**Problem: the 4p spin-orbit gap of heavy M⁴⁺ ions by hand**

The table gives Dirac Kohn-Sham (revPBE) results for five ions of nuclear charge Z. The eigenvalue ε is the orbital energy of a level, the subscripts 1/2 and 3/2 are the total angular momentum j, and the gap is ε(4p3/2) − ε(4p1/2). The mean radius is ⟨r⟩ of each level.

All-electron Dirac Kohn-Sham calculations with Quantum ESPRESSO 7.5 (ld1.x) for atomic ions of charge +4, using the revPBE functional, spherical densities, no spin polarisation and a point nucleus. Eigenvalues are negative for bound levels.

| species | Z | electrons | configuration | eigenvalue (4p1/2) (eV) | eigenvalue (4p3/2) (eV) | mean radius (4p1/2) (bohr) | mean radius (4p3/2) (bohr) | ε(4p3/2) − ε(4p1/2) (eV) |
| --- | --- | --- | --- | --- | --- | --- | --- | --- |
| Nb4+ | 41 | 37 | [Kr] (4d3/2)0.4 (4d5/2)0.6 | -80.260 | -77.990 | 1.2332 | 1.2589 | 2.2693 |
| Ta4+ | 73 | 69 | [Xe] (4f5/2)6 (4f7/2)8 (5d3/2)1 | -487.74 | -424.81 | 0.46449 | 0.49755 | 62.9337 |
| W4+ | 74 | 70 | [Xe] (4f5/2)6 (4f7/2)8 (5d3/2)2 | -515.11 | -447.34 | 0.45460 | 0.48783 | 67.7684 |
| Tc4+ | 43 | 39 | [Kr] (4d3/2)1.2 (4d5/2)1.8 | -92.594 | -89.499 | 1.1238 | 1.1499 | 3.0950 |
| Re4+ | 75 | 71 | [Xe] (4f5/2)6 (4f7/2)8 (5d3/2)3 | -543.56 | -470.63 | 0.44500 | 0.47839 | 72.9277 |

**(a)** Derive a formula for the gap from the hydrogen-like ion, with one adjustable number, and say what size that number should have.

*Solution.* In the field of a charge Z the spin-orbit constant is ξ = Ry α² Z⟨r⁻³⟩, with Ry = 13.6 eV, α = 1/137 and r in bohr. The levels j = l ± ½ lie ξ(l + ½) apart, and hydrogenic orbitals have ⟨r⁻³⟩ = Z³/[n³ l(l + ½)(l + 1)]. Hence gap = Ry α² Z⁴/[n³ l(l + 1)]. For 4p the denominator is 64 × 2 = 128, and with a screening constant s

gap = 5.66 × 10⁻⁶ eV × (Z − s)⁴.

Screening cannot be dropped: s = 0 overshoots the table sevenfold for Nb4+ and about 2.5-fold for Re4+. Its size follows from where the coupling arises. The factor r⁻³ weights the innermost lobe of the 4p orbital, which feels an almost bare nucleus, while the share of the electron in that lobe is set farther out, in a well-screened field. Z − s is a mean of the two charges, so s should lie well below 28, the number of electrons with n ≤ 3.

The numbers agree with this argument. The gaps require s between 15 and 16, whereas the radii, through the hydrogenic ⟨r⟩ = 23 bohr/(Z − s), require 23 to 26, and the binding energies 31 to 51. The last is so large for two reasons. The energy is set largely in the outer lobes, where the inner electrons screen much more fully, and the other electrons of the n = 4 shell and those of shells farther out add a potential that is nearly constant close to the nucleus, where the coupling arises. That potential raises both levels nearly alike and largely cancels in their difference. An s taken from radii or binding energies is therefore useless for the gap. A fit to the logarithms of all five gaps gives s = 15.7, a fit constant and not an electron count.

**(b)** Estimate the gaps of Nb4+ and Re4+, and judge the accuracy of the rule.

*Solution.* For Nb4+, Z − s = 41 − 15.7 = 25.3, 25.3² = 640.1 and 640.1² = 4.097 × 10⁵, so the gap is 2.32 eV, 2.2 % above the tabulated 2.2693 eV. For Re4+, 59.3⁴ = 1.237 × 10⁷ gives 70.0 eV, 4.0 % below 72.9277 eV, the worst row. Both rows were part of the fit. A fairer test fixes s = 15.82 from Nb4+ and Tc4+ alone, which puts the three heavy ions 4 to 5 % below the table. The reverse fails by 10 to 11 % on the light ions, because an error δs changes the gap by the fraction 4δs/(Z − s), more than twice as much at Nb as at Re. The rule should be calibrated on light ions.

The form of the rule also describes the trend. The local exponent d ln(gap)/d ln Z is 4Z/(Z − s), above 4 and falling with Z, since each added proton counts for more when the screened charge is small. The table gives 6.52 from Nb to Tc and 5.45 from Ta to Re; the rule gives 6.39 and 5.08. A power law A·Z^p with p = 5.72 fits better, 1.2 % rms against 3.0 %, but two parameters can join any two clusters of points, and its single exponent matches neither local one.

The misfit is systematic, positive for both light ions and negative for the three heavy ones, and far above the rounding of the table. The formula is the first term in (Zα)²; the exact Dirac-Coulomb doublet at the same screened charge is 2 to 3 % larger for the light ions and 12 to 13 % larger for the heavy ones. With it, s is 15.97 for both light ions and 16.84 to 16.85 for the heavy ones, constant within each narrow cluster but different between the two, so one Dirac s for all rows does worse (4.4 % rms). The simple rule thus profits from two omissions of opposite sign. Both are larger than these figures suggest: the higher-order terms arise in the innermost lobe, where the charge is close to Z rather than Z − s, so the Dirac form at the screened charge understates them, and with them the rise in screening. The rise in s probably builds up as the 4d and above all the 4f shells fill, since their mean radii in Ta4+ (0.52 bohr for 4d3/2 and 0.63 bohr for 4f5/2 in the same calculation) are not far above those of 4p; these five rows do not test it. The output printed below lists all residuals.

**(c)** Where does the rule stop working?

*Solution.* It holds for a fixed shell, not for a fixed chemical role. In Nb4+ and Tc4+, 4p is the outermost filled p shell; in Ta4+, W4+ and Re4+ it is core, below 4d, 4f, 5s and 5p. The 27.7-fold rise from Nb to Ta compares these two roles. The corresponding outer shell of Ta4+, 5p, is split by 9.14 eV in the same calculation, only four times the 4p gap of Nb4+.

Other shells need their own s, larger for larger n, which is why the Nb-to-Ta ratio grows from 13.3 (2p) through 17.6 (3p) to 27.7 (4p). For 2p the screened charge is close to Z and the leading term fails: s slides from 2.9 to −0.1, while the Dirac form holds it at 3.3 to 3.4. For 5p no single value serves in either form, with s about 22 for the empty level of Tc4+ and 31 for the filled ones of Ta4+ to Re4+.

The fit rests on two narrow clusters at charge +4, so its use between them, where the d and f shells fill, is untested interpolation: s need not change steadily there, and the 4 % accuracy is not guaranteed. The clusters also differ in setting: Nb4+ and Tc4+ spread their d electrons 2:3 over j = 3/2 and 5/2, the heavy ions hold them all in 5d3/2. The two d radii differ by under 3 %, which suggests a small effect but does not measure it. Finally, the rule reproduces eigenvalue differences of spherical, unpolarised ions with a point nucleus and no Breit term. A measured 4p doublet also contains the relaxation around the hole and its multiplet coupling to the open d shell, which a percent-level match to this table does not cover.

Output of the analysis:

```
row order: Nb4+ Tc4+ Ta4+ W4+ Re4+ | largest rounding floor of gap 0.002 %
prefactor Ry*alpha^2/128 = 5.6603e-06 eV
unscreened (s=0) / table: 7.05 6.25 2.55 2.50 2.46
s per row, leading order: 15.84 15.81 15.26 15.18 15.09
s per row, Dirac: 15.97 15.97 16.84 16.85 16.85
fitted s: leading 15.67 (hand rule uses 15.7), Dirac 16.19
Nb4+ Z-s=25.3 ^4=4.0972e+05 rule 2.319 eV table 2.2693 eV err +2.2 %
Tc4+ Z-s=27.3 ^4=5.5546e+05 rule 3.144 eV table 3.0950 eV err +1.6 %
Ta4+ Z-s=57.3 ^4=1.0780e+07 rule 61.018 eV table 62.9337 eV err -3.0 %
W4+ Z-s=58.3 ^4=1.1552e+07 rule 65.391 eV table 67.7684 eV err -3.5 %
Re4+ Z-s=59.3 ^4=1.2366e+07 rule 69.994 eV table 72.9277 eV err -4.0 %
power law: p = 5.72, A = 1.364e-09 eV (two parameters)
hand rule err % (rms 3.0, worst Re4+): +2.2 +1.6 -3.0 -3.5 -4.0
Dirac err % (rms 4.4, worst W4+): -3.5 -3.2 +5.0 +5.0 +5.0
power law err % (rms 1.2, worst Tc4+): +1.8 -1.9 -0.3 +0.1 +0.4
leading fit on Nb,Tc only, s=15.82, err % all rows: +0.2 -0.2 -3.9 -4.3 -4.8
leading fit on Ta,W,Re only, s=15.18, err % all rows: +10.9 +9.6 +0.6 +0.0 -0.6
Dirac fit on Nb,Tc only, s=15.97, err % all rows: -0.0 +0.0 +6.7 +6.7 +6.6
Dirac fit on Ta,W,Re only, s=16.85, err % all rows: -13.4 -12.4 -0.1 +0.0 +0.1
gap change per 0.1 in s, %: 1.58 1.47 0.70 0.69 0.67
Dirac/leading at Z-s of Dirac fit: 1.021 1.025 1.121 1.125 1.130
Nb4+->Tc4+ ratio 1.36, Z^4 1.21, rule 1.36; exponent table 6.52 rule 6.39 Dirac 6.58
Ta4+->Re4+ ratio 1.16, Z^4 1.11, rule 1.15; exponent table 5.45 rule 5.08 Dirac 5.44
Nb4+->Ta4+ ratio 27.73, Z^4 10.05, rule 26.31; exponent table 5.76 rule 5.67 Dirac 5.91
Tc4+->Re4+ ratio 23.56, Z^4 9.25, rule 22.26; exponent table 5.68 rule 5.58 Dirac 5.83
j-averaged binding, eV: 78.7 90.5 445.8 469.9 494.9
gap/binding, %: 2.9 3.4 14.1 14.4 14.7
s from binding Ry(Z-s)^2/16: 31.4 32.7 50.1 50.5 50.9
s from <r>=23/(Z-s): 22.6 22.8 25.7 25.8 25.8
r(3/2)/r(1/2)-1, %: 2.08 2.32 7.12 7.31 7.50
same / (Z alpha)^2: 0.233 0.236 0.251 0.251 0.250
radius rule c=0.244, err %: +4.9 +3.5 -2.7 -2.6 -2.5
2p gap eV, Z=[41, 43, 73, 74, 75]: 95.763 118.240 1270.255 1352.820 1439.780
  s leading: 2.87 2.80 0.22 0.07 -0.09
  s Dirac: 3.33 3.34 3.40 3.39 3.39
3p gap eV, Z=[41, 43, 73, 74, 75]: 15.527 19.789 273.492 292.556 312.700
  s leading: 8.20 8.15 5.81 5.67 5.52
  s Dirac: 8.50 8.51 8.37 8.36 8.35
5p gap eV, Z=[43, 73, 74, 75]: 0.556 9.142 10.194 11.338
  s leading: 22.07 30.86 30.69 30.53
  s Dirac: 22.15 31.45 31.34 31.23
Nb->Ta ratio 2p 13.3, 3p 17.6, 4p 27.7
homologous: Nb 4p->Ta 5p 4.03, Tc 4p->Re 5p 3.66
```
